Q: I am reading this table for TaN. The cell is squeezed and stretched until the pressure has changed by almost 40 GPa, yet the largest field gradient hardly moves. Is the crystal really being strained?

Ansatz 0.2.0, scalar-relativistic LDA without spin: TaN (P6/mmm, 6 atoms), measured cell scaled at fixed shape, 5×5×8 k points, Fermi-Dirac smearing 0.03 eV. LAPW has a target basis error of 0.5 meV/atom; all-electron PAW uses datasets made for the crystal, PAW default frozen-core ones at 420 eV. Pressure is positive in compression; the largest Vzz is chosen by size among all nuclei.

```
V/V(given)  volume (Å³/atom)  pressure, LAPW (GPa)  energy above the lowest row, LAPW (meV/atom)  largest Vzz, all-electron PAW (1e21 V/m^2)  largest Vzz, PAW (1e21 V/m^2)
    0.9400             10.61                 17.48                                          26.6                                      -46.41                         -46.01
    0.9600             10.83                  9.26                                           7.9                                      -46.38                         -46.01
    0.9800             11.06                  1.88                                           0.1                                      -46.30                         -45.95
    0.9900             11.17                 -1.53                                           0.0                                      -46.23                         -45.90
    1.0100             11.40                 -7.83                                           6.7                                      -46.08                         -45.75
    1.0200             11.51                -10.73                                          13.3                                      -45.98                         -45.65
    1.0400             11.74                -16.10                                          32.2                                      -45.74                         -45.43
    1.0600             11.96                -20.92                                          58.4                                      -45.47                         -45.16
```

A: It is, and you can check that from the first columns. Pressure is the slope of energy against volume, P = −dE/dV, so the mean pressure of a step times its volume change, with the sign reversed, must return the energy change. From 1.04 to 1.06 this gives 26.1 meV per atom, and the energy column rises by 58.4 − 32.2 = 26.2. The other steps agree as well.

Q: The energy is lowest at 0.99. Is that the equilibrium volume?

A: Not quite. The rows at 0.98 and 0.99 differ by only 0.1 meV per atom because they lie on either side of the minimum. The pressure changes sign between them, near 0.985 of the given volume, and that marks the equilibrium for this cell shape.

Q: And why does a stretch of the same size change the pressure by less, the larger the cell already is?

A: Because the short-range repulsion between atoms fades faster with distance than the attraction that binds them. The crystal softens as it expands. A Birch-Murnaghan curve fitted to all eight pressures follows them closely and gives a bulk modulus of about 335 GPa at zero pressure. That holds for a cell of fixed shape, in which the stresses along c and in the plane differ, so it is not strictly the hydrostatic value.

Q: Then what should the field gradient have done?

A: Vzz is the second derivative of the electric potential at a nucleus, and a charge q at distance r contributes in proportion to q/r³. The cell keeps its shape, so every distance grows as the cube root of the volume V. If the whole charge distribution stretched with the cell, then

Vzz ∝ 1/r³ ∝ 1/V

Start from the all-electron value at 0.96 and predict the row at 1.04, with no fitted constant:

−46.38 × 0.96/1.04 = −42.81

The calculation gives −45.74, so less than a fifth of the predicted change takes place.

Q: Why does the estimate fail so badly?

A: The factor 1/r³ favours charge close to the nucleus, and there the electrons are held by the nucleus and do not stretch with the cell. What counts is how lopsided that inner density is. The negative sign here means that extra electron density lies along the c axis. If that inner density stayed fixed, Vzz would hardly depend on volume; only the weaker contribution of the charge farther out would change.

Q: So Ta is simply a rigid atom?

A: That was a fair guess until one looks at the other sites. The printed value belongs to one of the three Ta atoms in the cell. Between 0.96 and 1.04 its gradient shrinks by 1.4%, but that of the other two Ta atoms shrinks by 11%, more than the 8% of the 1/V rule. The same element with the same core behaves in both ways, so the surroundings must decide. One caution: the nitrogen atoms were held on symmetric positions, whereas the accepted structure has them displaced within the plane. That should bring some of them closer to the Ta atom of the printed value, so its gradient may behave differently there. The equilibrium volume and the stiffness may shift too.

Q: How can surroundings keep a gradient constant while everything moves closer?

A: Think of a free atom with an open p shell. With n electrons in each orbital, its gradient along z follows

Vzz ∝ −[n(z) − ½(n(x) + n(y))]

Add the same amount to all three orbitals and Vzz stays put, as long as the orbitals keep their size near the nucleus. Only an unequal gain shows. Ta in a metal also has d electrons and bonds, so the comparison carries over the principle of a difference, not the numbers.

Q: And in TaN?

A: Compression should strengthen the bonding both along c and in the plane. My reading is that at this Ta site the two gains nearly balance, while at the other two the density along c gains more. The calculation gives no orbital populations for the sites, so this remains a guess; opposite changes in the p and d parts of the gradient would look the same. For a similar crystal I would ask first whether squeezing feeds the axis and the plane of a site equally. If it does, expect a flat gradient; if not, the change can exceed the 1/V rule.

Q: The curve is flattest at the compressed end. Does it turn over there?

A: The table can't settle that. Written as a power of 1/V, the local exponent climbs from 0.03 in the most compressed step to 0.31 in the most stretched one, which is why a single power law fitted to all rows does poorly. In the balance picture, the surplus along c is lost faster the further the crystal is stretched. Over the most compressed step the all-electron value changes by 0.03 and the frozen-core value not at all in the digits shown. The gradient of this metal was not tested against a finer k mesh, and spin-orbit coupling, which matters for an atom as heavy as Ta, is left out, so I would take the flattening as likely and leave a maximum open. The printed output lists the exponent for each step.

Q: Could I use this gradient to gauge the volume of a strained sample?

A: This site would be a poor gauge. In this calculation the other two Ta sites respond about eight times as strongly in relative terms.

The analysis program printed:

```
Each step from the row above, and the PAW offset:
   row  work from pressure (meV/atom)  energy change (meV/atom)  local bulk modulus (GPa)  local exponent n in Vzz ~ V^-n  all-electron less frozen-core size of Vzz (1e21 V/m^2)
  0.94                            n/a                       n/a                       n/a                             n/a                                                     0.4
  0.96                         -18.83                     -18.7                     390.4                         0.03071                                                    0.37
  0.98                         -7.846                      -7.8                     357.9                         0.08373                                                    0.35
  0.99                        -0.1233                      -0.1                     335.9                           0.149                                                    0.33
  1.01                          6.592                       6.7                       315                          0.1625                                                    0.33
  1.02                          6.536                       6.6                     294.3                          0.2205                                                    0.33
  1.04                           18.9                      18.9                     276.5                          0.2695                                                    0.31
  1.06                          26.07                      26.2                       253                          0.3108                                                    0.31
Largest miss between work and energy change (meV/atom): 0.133
Volume of zero pressure by interpolation, as a share of the given volume: 0.9855
fit of P_LAPW on 8 rows: coefficient of (s/vol)**(7/3) - (s/vol)**(5/3) 502.4 +/- 0.075, coefficient of ((s/vol)**(7/3) - (s/vol)**(5/3)) * ((s/vol)**(2/3) - 1) 97.87 +/- 2, s 11.12; rms 0.00371, worst 0.98 -0.00768, leave-one-out rms 0.00526
Bulk modulus at zero pressure, fixed c/a (GPa): 334.9
Pressure derivative of the bulk modulus: 4.26
fit of Vzz_allelectronPAW on 8 rows: coefficient of (vol/given)**(-s) -46.07 +/- 0.037, s 0.1708; rms 0.0917, worst 0.94 -0.147, leave-one-out rms 0.145
Fall of the size of Vzz over the whole table (%): 2.025
Fall over the whole table if Vzz went as 1/V (%): 11.32
Fall from 0.96 to 1.04, single Ta site (%): 1.384
Fall from 0.96 to 1.04, other two Ta sites (%): 11.02
Fall from 0.96 to 1.04, N sites (%): 8.722
Fall from 0.96 to 1.04 if as 1/V (%): 7.692
Exponent n, single Ta site: 0.1742
Exponent n, other two Ta sites: 1.459
Exponent n, N sites: 1.14
Gradient of one elementary charge 2 angstrom away (1e21 V/m^2): 0.36
Change of stress along c over that in the plane, 0.94 to 1.06: 1.406
```
